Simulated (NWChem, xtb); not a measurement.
## A ladder of methods for CH3NSi (Si(CN)H3)

CH3NSi has 6 atoms, charge 0, and is taken as a singlet. As SMILES, `[H][Si]([H])([H])C#N`. The shape is that of a GFN2-xTB optimisation.

Quantity: the dipole moment, in D. The values are calculated.

```csv
level,kind,program,value (D),CPU time
GFN2-xTB,semi-empirical,xtb,3.66,under 2 s
GFN0-xTB,semi-empirical,xtb,4.69,under 2 s
GFN1-xTB,semi-empirical,xtb,3.04,under 2 s
HF/STO-3G,Hartree–Fock,NWChem,3.63,1.1 s
HF/6-31G* (spherical functions),Hartree–Fock,NWChem,3.84,5.2 s
B97-GGA1/jorge-DZP-DKH (ZORA),GGA,NWChem,3.48,84 s
B3LYP/6-31G* (spherical functions),global hybrid,NWChem,3.54,12 s
B3LYP/6-31G* (Cartesian functions),global hybrid,NWChem,3.55,12 s
PBE0/6-31G** (spherical functions),global hybrid,NWChem,3.58,14 s
PBE0/def2-SVP,global hybrid,NWChem,3.52,12 s
```

The values span 3.04 to 4.69 D. Sets without polarisation functions give poor dipoles. Times are those of the runs behind each value, whatever else they computed, on shared processors of several kinds: orders of magnitude only.

All the methods give silyl cyanide a large dipole, as expected for a strongly polar nitrile group whose negative end lies at nitrogen. Silicon is more electropositive than both carbon and hydrogen, so the Si–C bond reinforces the nitrile moment, while the hydridic Si–H bonds oppose it.

The density functionals agree closely, from 3.48 to 3.58 D, and the choice between spherical and Cartesian functions hardly matters. In the same spherical basis, the moment falls from 3.84 D with Hartree–Fock to 3.54 D with B3LYP, probably because electron correlation moves some π density from nitrogen back towards carbon. The minimal-basis Hartree–Fock value lies nearer the density-functional group, but this closeness is no evidence of a better charge distribution. The tight-binding methods show no such consistency: GFN2-xTB comes close to the density functionals, whereas GFN1-xTB and GFN0-xTB mark the two ends of the range. The total moment alone can't establish atomic charges or separate the individual bond contributions.
